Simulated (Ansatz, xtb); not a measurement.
# C5H12B2: which of two isomers lies lower

We compare X, `B[C@@H]1BC[C@H](C)C1`, a singlet, with Y, `CBCBC1CC1`, a singlet. Both are isolated molecules in the gas phase, relaxed with PBE0-D3(BJ)/def2-SVP; each stands in its lowest conformer found.

Quicker runs give these differences E(Y) − E(X): GFN2-xTB +89.5 kJ/mol; HF/STO-3G +103.1 kJ/mol (at GFN2-xTB geometries); r2SCAN-D4/def2-SVP +17.4 kJ/mol (at GFN2-xTB geometries).

Task: Estimate E(Y) − E(X) at the level CCSD(T)/def2-SVP + ΔMP2/def2-TZVPP.

Result: Calculated at CCSD(T)/def2-SVP + ΔMP2/def2-TZVPP: E(Y) − E(X) = +26.3 kJ/mol, so structure X lies lower.

The same difference at several levels:

| level | geometry | E(Y) − E(X) (kJ/mol) | departure from the last row (kJ/mol) | job, with rough time for the two |
| --- | --- | --- | --- | --- |
| GFN2-xTB | GFN2-xTB | +89.5 | +63.2 | optimisation, 0.32 s |
| HF/STO-3G | GFN2-xTB | +103.1 | +76.8 | single point, 0.42 s |
| r2SCAN-D4/def2-SVP | GFN2-xTB | +17.4 | −8.9 | single point, 4.4 s |
| PBE0-D3(BJ)/def2-SVP | PBE0-D3(BJ)/def2-SVP | +28.0 | +1.7 | optimisation, 61 s |
| HF/def2-SVP | PBE0-D3(BJ)/def2-SVP | +22.0 | −4.3 | part of the CCSD(T) run |
| MP2/def2-SVP | PBE0-D3(BJ)/def2-SVP | +29.9 | +3.7 | part of the CCSD(T) run |
| CCSD(T)/def2-SVP | PBE0-D3(BJ)/def2-SVP | +31.8 | +5.5 | single point |
| CCSD(T)/def2-SVP + ΔMP2/def2-TZVPP | PBE0-D3(BJ)/def2-SVP | +26.3 |  | single point, 2 min |

As drawn, Y has 1 C–B, 1 C–H in place of 1 C–C, 1 B–H. Structure X has a 5-membered ring, Y a 3-membered ring.

None of the levels shown reverses the order. The largest departure from CCSD(T)/def2-SVP + ΔMP2/def2-TZVPP is that of HF/STO-3G, 76.8 kJ/mol. The last row adds to CCSD(T) the change of the MP2 difference between the two basis sets, here −5.5 kJ/mol.

With thermal terms from frequencies at re-optimised GFN2-xTB minima (ideal gas, soft modes damped towards free rotors, one conformer each, 298.15 K, 1 atm): on the last row, ΔE + ΔZPE = +24.5, ΔH = +27.9, ΔG = +16.8 kJ/mol.

The correlated steps freeze 7 core orbitals. Mirror images aren't counted in ΔG. Codes used: Ansatz 0.2.0, xtb 6.7.1; the last row on 4 threads of Arm Neoverse V1 on a shared host.

The borolane X lies below the cyclopropyl isomer Y mainly because its five-membered ring is far less strained than a three-membered one. The gap of +26.3 kJ/mol is nevertheless much smaller than the strain of cyclopropane, so other terms must favour Y. One is the exchange of a C–C and a B–H bond for a C–B and a C–H bond, which also gives both boron atoms two alkyl neighbours, where X keeps a terminal BH2 group. Donation from the bent ring bonds of the cyclopropyl group into the empty boron p orbital probably helps Y further.

Hartree–Fock in the larger basis already comes close to the final value, so the preference for X doesn't depend on electron correlation; the minimal basis probably misjudges the balance between strain and bonding at boron. Entropy favours the more flexible chain of Y and narrows the gap to +16.8 kJ/mol in free energy, without reversing it. The order applies to the monomers, whereas such boranes readily dimerise through B–H–B bridges, which could shift the balance.
